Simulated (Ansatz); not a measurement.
MnNi₃: the change of energy above lowest point with volume scale

All results are calculated (Ansatz 0.2.0). Free energy against uniform scaling of the volume at fixed shape and fractions; periodic cell, basis, potentials, k mesh and filling as listed.

The cell before it is scaled or strained (space group Pm-3m, No. 221):
```
MnNi3
1.0
      3.6049     0.0000     0.0000
      0.0000     3.6049     0.0000
      0.0000     0.0000     3.6049
Mn Ni
1 3
Direct
  0.00000 0.00000 0.00000
  0.00000 0.50000 0.50000
  0.50000 0.00000 0.50000
  0.50000 0.50000 0.00000
```

Settings of every row: functional PBEsol; dispersion none; potentials PAW; wave cutoff 571.44 eV; density cutoff 2285.8 eV; k mesh 7x7x7; k shift 0x0x0; occupations fermi dirac; smearing width 0.1 eV; spin collinear.

Limits: coarse k mesh, up to 40 meV an atom off; minimum outside the range.

```
row  volume scale  V (Å³/atom)  energy above lowest point (meV/atom)
  1        0.9406       11.016                                     0
  2        0.9703       11.364                                  16.5
  3             1       11.712                                  43.4
  4        1.0297        12.06                                     ?
  5        1.0594       12.407                                 120.9
```

Question: what energy above lowest point should row 4 give?

Worked fit of energy above lowest point. Take u = (V_r/V)^(2/3) − 1 with V_r = 11.538 Å³ an atom, which is twice the finite (Eulerian) strain; such expansions in the strain, on which the Birch-Murnaghan equation of state is built, carry the rest volume and the bulk modulus. The shown rows have u = 0.03135, 0.01018, -0.00993, -0.04726. Least squares give energy above lowest point = 28.81 − 1330.5 × u + 13088 × u² meV/atom; a straight line predicts inner rows, each left out in turn, worse (root mean square 13 against 0.24 meV/atom). The rows lie off it by 0.0, -0.1, 0.1, 0.0. The withheld row has u = -0.02907, so the fit gives 28.81 − 1330.5 × (-0.02907) + 13088 × (-0.02907)² = 78.5 meV/atom.

The calculation gave 78.7 meV/atom. The fit lies 0.2 meV/atom (0.17 % of the column's range) below it; its largest miss of a shown row is 0.1 meV/atom.
